How does the bond between two aluminium atoms with paired spins give way on stretching, and is it the same bond at every distance? Each atom has the valence shell 3s² 3p¹, so the two 3s pairs contribute little net binding and the bond rests on two p electrons. These can share the σ orbital along the axis or enter the two degenerate π orbitals across it. The singlet curve below follows from that choice, and so do the failures of the approximate methods. Another spin state lies lower, as the runs report and as is known for Al2, whose ground state is a triplet, so the depth of this curve is not the binding energy of the molecule.

Neutral singlet Al2 at varied Al–Al distance, computed with afq 1 (own AFQMC program) and Ansatz 0.2.0 at the levels named in the columns, basis cc-pVDZ, with the neon cores frozen in the correlated wave-function methods. Energies are counted from the start at 3.031 Å (RHF determinant) at the same level; R is a restricted and U an unrestricted determinant.

```
point distance (Å)  number  determinant  HF, energy from the start of the scan (eV)  MP2, energy from the start of the scan (eV)  CCSD(T), energy from the start of the scan (eV)  phaseless AFQMC, energy from the start of the scan (eV)  FCI, energy from the start of the scan (eV)  PBE, energy from the start of the scan (eV)  PBE0, energy from the start of the scan (eV)
              2.46       1            R                                       0.823                                        0.292                                            0.311                                                    0.318                                        0.201                                       -0.038                                         0.051
              3.79       2            R                                       0.426                                        0.413                                            0.325                                                    0.338                                        0.315                                        0.485                                         0.574
              4.79       3            R                                       1.338                                        1.180                                            0.773                                                    0.831                                        0.747                                        1.102                                         1.159
              6.78       4            U                                       0.122                                        0.712                                            0.858                                                    0.866                                        0.888                                        1.409                                         1.315
             10.20       5            U                                       0.129                                        0.722                                            0.867                                                    0.871                                        0.903                                        1.426                                         1.326
```

All energies are counted from the start at 3.031 Å at the same level of theory. FCI is the exact solution within this small basis and frozen core and serves as the reference, which is not the same as nature. The column "determinant" tells whether the Hartree-Fock (HF) starting function is restricted (R, both spins in the same orbitals) or unrestricted (U). MP2 and CCSD(T) add correlation to that determinant, phaseless AFQMC is a random walk guided by a trial function, and PBE and PBE0 are density functionals.

On the stretched side FCI behaves like an ordinary weak covalent bond. It has reached 35% of its last value at 3.79 Å and 83% at the next point, and then flattens towards 0.903 eV. Covalent binding follows orbital overlap, which decays exponentially, and this is the content of the Morse form

E(r) = D [1 − exp(−a(r − re))]² − D [1 − exp(−a(r0 − re))]²

with D the depth, a the decay constant, re the minimum and r0 the start. It was fitted to the four stretched FCI rows, once with re held at the start and once with re free. The first fit misses by up to 0.028 eV and the second by 0.004 eV, but three constants on four points trade against each other and carry no separate meaning. The full analysis is printed after the text.

The compressed row was not part of either fit, and it does not lie on the curve. With the minimum at the start, D = 0.910 eV and a = 1.25 per Å, the second term vanishes and

exp[1.25 × (3.031 − 2.46)] = exp(0.714) ≈ 2.04

E ≈ 0.910 × (1 − 2.04)² ≈ 0.98 eV

against 0.201 eV from FCI. The free fit gives 3.22 eV, so the height of the extrapolated wall is quite uncertain, and only the direction is common to both fits. A poor extrapolation alone would prove little, but the wave function at this point shows that the state itself is unusual.

At 2.46 Å the FCI natural occupations of the two outer orbitals are 0.946 and 0.926, where a single electron-pair bond would have one near two and one near zero. The state is an open-shell singlet. Orbital theory supplies the reason: two pσ lobes overlap well at long range, where they point at each other, while π overlap is small there and grows quickly as the atoms approach. The σ² configuration is then favoured at long distance and π² at short distance, where it can be expected to have a minimum of its own. This assignment is not read from orbital labels, but the runs support it. One electron in σ and one in π would also give two occupations near one, yet that singlet differs from a closed-shell determinant by a single excitation, whereas the best coupled-cluster run below comes close to FCI with one large double amplitude and only small singles. A π² state of exact axial symmetry would have equal occupations, which these nearly but not quite are. On this reading the low first row belongs to a second state and should not be joined to the others as one trend.

Two electrons in two degenerate orbitals cannot form this singlet in one closed-shell determinant. Let A be the determinant with the pair in one orbital, B the one with the pair in the other, both of energy E0, and K the exchange integral that couples them. For the mixture A − tB,

E(t) = E0 − 2Kt/(1 + t²)

which is lowest at t = 1, where it equals E0 − K. The excess over that minimum is

ΔE(t) = K (1 − t)²/(1 + t²)

and the occupations stand in the ratio t². The FCI occupations give t = 0.99. A method built on A has to raise a single double-excitation amplitude from zero to nearly one, as in the lowest singlet of O2. For two electrons alone CCSD is exact and would get there. What holds it back is the rest of the valence shell: the orbitals and the correlation of the other electrons are built around A, and triple and quadruple excitations are needed to treat B equally well.

The coupled-cluster runs at this distance show that climb. The largest double amplitude is 0.15 in CCSD, 0.49 in CCSDT and 0.96 in CCSDTQ. The program warns that the CCSDTQ equations may have other roots here, but the solution found lies close to FCI. The T1 diagnostic stays near 0.026 throughout and does not follow the climb, because it measures single excitations and the defect is a double one.

The total energies follow the amplitudes: CCSD lies 0.389 eV above FCI, CCSDT 0.097 eV and CCSDTQ 0.004 eV. Dividing the first two errors by the factor (1 − t)²/(1 + t²) gives about half an electronvolt both times, but this does not measure K. The formula holds for a mean energy, whereas the coupled-cluster energy is a projected one and linear in the amplitude. With the excess K(1 − t) that follows from projection, the same errors give 0.46 and 0.19 eV. The errors also hold ordinary dynamic correlation, and the largest amplitude need not be the same excitation in each run, so the model explains the direction of the errors and not their size. The model also says nothing about the triples correction, which brings the error down to 0.166 eV in CCSD(T) without changing t.

Phaseless AFQMC inherits the same defect. Its CISD trial is made from the CCSD amplitudes, which hold about 2% of the second configuration, and the constraint ties the walk to the trial. It ends 0.159 eV above FCI in total energy, with a noise of 0.004 eV, so its closeness to CCSD(T) is no independent confirmation. Releasing the constraint lowers the error to 0.104 eV, still falling at the last step, which shows that the bias lies in the trial and the constraint.

The second irregularity, the hump in HF and MP2, has a different origin. A restricted determinant keeps both electrons in one shared orbital, so it retains ionic terms Al⁺Al⁻ at any distance, and its energy climbs far above that of two neutral atoms. HF reaches 1.338 eV at the last R point and falls to 0.122 eV at the first U point, where each electron may settle on its own atom at the price of mixing singlet and triplet. MP2 falls by 0.468 eV over the same step while FCI rises by 0.141 eV. The change need not have come there: the program flags the restricted determinant as unstable towards an unrestricted one in every row, and each point was taken on whichever of the two was judged better. The hump therefore marks the change of determinant and is no barrier, and its height and place depend on that choice.

The point at 4.79 Å is the second hard place for the correlated methods, because the R determinant is at its most stretched. Counted from the start, MP2 is 0.433 eV too high, AFQMC 0.084 eV and CCSD(T) 0.026 eV. This is the only row where AFQMC and CCSD(T) part by much more than the noise scale. A plausible but untested guess is that a CISD trial on a stretched R determinant underweights the antibonding pair, just as the trial underweights B at short distance. The runs also warn, for every row, that the walk and the cluster series may follow different spin states, so part of the gap could come from there, and comparisons between these two columns carry that doubt at the other distances too.

At the two longest distances both methods seem to underbind by 0.02 to 0.04 eV, yet the fault sits at the zero of the scale. Subtracting the tabulated values from the total energies of the first row places the start 0.056 eV above FCI for CCSD(T) and 0.042 eV for AFQMC. For the separated atoms their total errors are less than half as large. A bonded molecule that is described less well than its fragments appears too weakly bound, and every entry of these columns carries that offset.

The slow rise of FCI between the last two rows is 15 meV. A dispersion coefficient of roughly 500 atomic units, a rough recalled size, would supply about 3 meV, and PBE, which carries no dispersion term here, rises by 17 meV. Dispersion is therefore unlikely to be the main part. Residual overlap, the interaction between the quadrupoles of the two open p shells and basis superposition may all contribute, and these data do not separate them. The Morse fits cannot decide either, since they were made to these same rows. The runs also leave out spin-orbit coupling, whose splitting in the aluminium atom is of about the same size as this rise, so the tail of the real molecule may look different.

The functionals err in the other direction, placing the separated atoms 0.523 eV (PBE) and 0.423 eV (PBE0) too high against FCI. Counted from the longest distance instead, both columns lie below FCI from 4.79 Å inwards and fall further below it as the bond shortens, PBE by 0.762 eV at the first row, so the discrepancy builds up with overlap. Not all of it can be charged to the functionals, because FCI in so small a basis is far from its limit and such a basis usually costs a wave-function method more binding than it costs a functional. Nor are the functional curves those of a pure singlet. Both functionals break spin symmetry at every point, including the start and the rows marked R, and a broken-symmetry determinant mixes in the lower triplet. Between separated atoms the two spin states have nearly the same energy and the mixing hardly matters, but at the start it lowers the zero of the scale and so inflates the apparent overbinding. The point at 2.46 Å is contaminated to about the same degree as the start. Mixing lowers both energies and cancels at least in part in their difference, so it does not by itself explain the PBE value of −0.038 eV.

A comparison with the triplet, which is not tabulated here, helps to see what is special about the singlet. With parallel spins the two electrons occupy two different orbitals in a single determinant, exchange lowers the energy as in Hund's rule, and no amplitude has to grow towards one. By this argument CCSD(T) and a walk on a simple trial should do much better for the triplet near the short distance, while pulling the atoms apart still demands care over the determinant. For devices the lesson is narrow: small aluminium species in vapour deposition can have several close spin and orbital states, whereas the bulk metal of contacts and interconnects is not described by a dimer.

Output of the analysis:

```
distances (A):   2.460   3.790   4.790   6.780  10.200 ; determinants: R R R U U
table rounding: 0.0005 eV per entry
Morse fits to the four stretched FCI rows (2.46 A left out: open-shell state)
 minimum fixed at start: D 0.910 eV, a 1.25 1/A, re 3.031 A; model-FCI (eV):   0.026  -0.028   0.005   0.007
   at 2.46 A: model 0.98 eV, FCI 0.201 eV, miss 0.78 eV
 minimum free: D 0.941 eV, a 1.51 1/A, re 3.157 A; model-FCI (eV):   0.000  -0.001   0.004  -0.003
   at 2.46 A: model 3.22 eV, FCI 0.201 eV, miss 3.02 eV
error against FCI, counted from the start (eV), row by row
 HF         0.622   0.111   0.591  -0.766  -0.774 ; worst at 10.20 A
 MP2        0.091   0.098   0.433  -0.176  -0.181 ; worst at 4.79 A
 CCSD(T)    0.110   0.010   0.026  -0.030  -0.036 ; worst at 2.46 A
 AFQMC      0.117   0.023   0.084  -0.022  -0.032 ; worst at 2.46 A
 PBE       -0.239   0.170   0.355   0.521   0.523 ; worst at 10.20 A
 PBE0      -0.150   0.259   0.412   0.427   0.423 ; worst at 6.78 A
step 4.79 to 6.78 A, R to U (eV): HF -1.216, MP2 -0.468, CCSD(T) +0.085, AFQMC +0.035, FCI +0.141, PBE +0.307, PBE0 +0.156
AFQMC minus CCSD(T) (eV):   0.007   0.013   0.058   0.008   0.004 ; noise at 2.46 A 0.004 eV
total energy above FCI (eV): start point, then the five rows
 HF         3.393   4.015   3.504   3.984   2.627   2.619
 MP2        1.136   1.227   1.234   1.569   0.960   0.955
 CCSD(T)    0.056   0.166   0.066   0.082   0.026   0.020
 AFQMC      0.042   0.159   0.065   0.126   0.020   0.010
MP2 share of correlation energy (%), same order: 67 69 65 61 63 64
at 2.46 A above FCI (eV): CCSD 0.389, CCSD(T) 0.166, CCSDT 0.097, CCSDT(Q) 0.035, CCSDTQ 0.004
AFQMC at 2.46 A above FCI (eV): HF trial 0.277, CISD trial 0.159, released first 0.149, last 0.104
two-configuration model: FCI occupations 0.946 0.926 imply t = 0.99
 CCSD: t 0.15, share of second configuration 2%, factor 0.701, error 0.389 eV, error/factor 0.6 eV
 CCSDT: t 0.49, share of second configuration 20%, factor 0.205, error 0.097 eV, error/factor 0.5 eV
 CCSDTQ: t 0.96, share of second configuration 48%, factor 0.001, error 0.004 eV, factor too small for a ratio
functional error counted from the 10.20 A row (eV): 2.46, start, 3.79, 4.79, 6.78 A
 PBE    -0.762  -0.523  -0.353  -0.168  -0.002 ; ratio to FCI, stretched rows: 1.54 1.48 1.59 1.58
 PBE0   -0.573  -0.423  -0.164  -0.011   0.004 ; ratio to FCI, stretched rows: 1.82 1.55 1.48 1.47
rise 6.78 to 10.20 A (meV): HF 7, MP2 10, CCSD(T) 9, AFQMC 5, FCI 15, PBE 17, PBE0 11
C6 needed for the FCI rise: 2669 a.u.; rough recalled C6 of 500 a.u. gives 3 meV
Morse rise over the same span (meV): fixed 17, free 8
share of the 10.20 A FCI value reached at 3.79, 4.79, 6.78 A (%): 35 83 98
```
